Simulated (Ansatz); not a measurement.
## HfB2: energy above lowest point and pressure against volume scale

All results are calculated (Ansatz 0.2.0). Free energy against uniform scaling of the volume at fixed shape and fractions; periodic cell, basis, potentials, k mesh and filling as listed.

The cell before it is scaled or strained (space group P6/mmm, No. 191):
```
CELL_PARAMETERS angstrom
3.14000 0.00000 0.00000
-1.57000 2.71930 0.00000
0.00000 0.00000 3.48000
ATOMIC_POSITIONS crystal
Hf 0.00000 0.00000 0.00000
B 0.33333 0.66667 0.50000
B 0.66667 0.33333 0.50000
```

Settings of every row: functional PBE; dispersion none; potentials PAW; wave cutoff 571.44 eV; density cutoff 2285.8 eV; k mesh 11x11x8; k shift 0x0x0; occupations fermi dirac; smearing width 0.1 eV; spin none.

Limits: coarse k mesh, up to 40 meV an atom off; no spin-orbit coupling, which can matter with elements this heavy.

```
row  volume scale  V (Å³/atom)  energy above lowest point (meV/atom)  pressure (GPa)
  1          0.88        8.716                                 149.3           42.98
  2          0.92        9.112                                  64.4            26.3
  3          0.96        9.509                                  16.8           12.61
  4             1        9.905                                     0            1.35
  5          1.04       10.301                                   8.5           -7.92
  6          1.08       10.697                                     ?               ?
  7          1.12       11.093                                  84.4          -21.87
```

Question: what energy above lowest point and pressure should row 6 give?

Worked fit of energy above lowest point. Take u = (V_r/V)^(2/3) − 1 with V_r = 9.707 Å³ an atom, which is twice the finite (Eulerian) strain; such expansions in the strain, on which the Birch-Murnaghan equation of state is built, carry the rest volume and the bulk modulus. The shown rows have u = 0.07443, 0.04307, 0.01383, -0.01337, -0.03882, -0.08513. Least squares give energy above lowest point = 4.93 + 608.8 × u + 17991 × u² − 1482 × u³ meV/atom; a parabola predicts inner rows, each left out in turn, worse (root mean square 0.24 against 0.017 meV/atom). All shown rows lie on it to the printed digit. Its lowest point lies at u = -0.0169, or V = 9.958 Å³ an atom, and the curvature there gives the bulk modulus at fixed shape and fractions, B = (4/9)(1 + u)² E″(u)/V = 250 GPa. Letting shape and atoms relax would as a rule lower it, by much in layered, chain or molecular crystals. The withheld row has u = -0.06269, so the fit gives 4.93 + 608.8 × (-0.06269) + 17991 × (-0.06269)² − 1482 × (-0.06269)³ = 37.8 meV/atom.

The calculation gave 37.8 meV/atom. The fit meets it to the printed digit.

Worked fit of pressure. Take u = (V_r/V)^(2/3) − 1 with V_r = 9.707 Å³ an atom, which is twice the finite (Eulerian) strain; such expansions in the strain, on which the Birch-Murnaghan equation of state is built, carry the rest volume and the bulk modulus. The shown rows have u = 0.07443, 0.04307, 0.01383, -0.01337, -0.03882, -0.08513. Least squares give pressure = 6.704 + 412.92 × u + 956.9 × u² + 580 × u³ GPa; a parabola predicts inner rows, each left out in turn, worse (root mean square 0.093 against 0.015 GPa). The rows lie off it by 0.00, -0.01, 0.01, 0.00, 0.00, 0.00. The pressure vanishes at u = -0.0169, or V = 9.958 Å³ an atom, and there the bulk modulus at fixed shape and fractions is B = −V dP/dV = (2/3)(1 + u) dP/du = 250 GPa. Letting shape and atoms relax would as a rule lower it, by much in layered, chain or molecular crystals. The withheld row has u = -0.06269, so the fit gives 6.704 + 412.92 × (-0.06269) + 956.9 × (-0.06269)² + 580 × (-0.06269)³ = -15.56 GPa.

The calculation gave -15.57 GPa. The fit lies 0.01 GPa (0.015 % of the column's range) above it, one unit of the last digit.
